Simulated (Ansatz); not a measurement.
## A series in volume scale on Mo

Results calculated with Ansatz 0.2.0, not measured. Free energy against uniform scaling of the volume at fixed shape and fractions; periodic cell, basis, potentials, k mesh and filling as listed.

The cell before it is scaled or strained (space group P6/mmm, No. 191):
```
CELL_PARAMETERS angstrom
2.73550 0.00000 0.00000
-1.36780 2.36900 0.00000
0.00000 0.00000 2.55520
ATOMIC_POSITIONS crystal
Mo 0.00000 0.00000 0.50000
```

Settings of every row: functional PBEsol; dispersion none; potentials all-electron LAPW; k mesh 12x12x11; k shift 0x0x0; occupations fermi dirac; smearing width 0.15 eV; spin none.

Limits: coarse k mesh, up to 40 meV an atom off; the cell comes from a prototype or a list of computed structures and needn't be the stable phase.

| row | volume scale | V (Å³/atom) | energy above lowest point (meV/atom) |
| --- | --- | --- | --- |
| 1 | 0.94 | 15.565 | ? |
| 2 | 0.97 | 16.062 | 0 |
| 3 | 1 | 16.559 | 2.3 |
| 4 | 1.03 | 17.055 | 23.9 |
| 5 | 1.06 | 17.552 | 61.8 |

Question: what energy above lowest point should row 1 give?

Worked fit of energy above lowest point. Take u = (V_r/V)^(2/3) − 1 with V_r = 16.807 Å³ an atom, which is twice the finite (Eulerian) strain; such expansions in the strain, on which the Birch-Murnaghan equation of state is built, carry the rest volume and the bulk modulus. The shown rows have u = 0.03069, 0.00996, -0.00972, -0.0285. Least squares give energy above lowest point = 10.89 − 1097.7 × u + 24189 × u² meV/atom; a straight line predicts inner rows, each left out in turn, worse (root mean square 13 against 0.12 meV/atom). The rows lie off it by 0.0, -0.1, 0.1, 0.0. Its lowest point lies at u = 0.0227, or V = 16.25 Å³ an atom, and the curvature there gives the bulk modulus at fixed shape and fractions, B = (4/9)(1 + u)² E″(u)/V = 222 GPa. Letting shape and atoms relax would as a rule lower it, by much in layered, chain or molecular crystals. The withheld row has u = 0.05251, so the fit gives 10.89 − 1097.7 × (0.05251) + 24189 × (0.05251)² = 19.9 meV/atom.

The calculation gave 20.2 meV/atom. The fit lies 0.3 meV/atom (1.5 % of the value, 0.49 % of the column's range) below it; its largest miss of a shown row is 0.1 meV/atom. This row lies beyond the range of the fit.
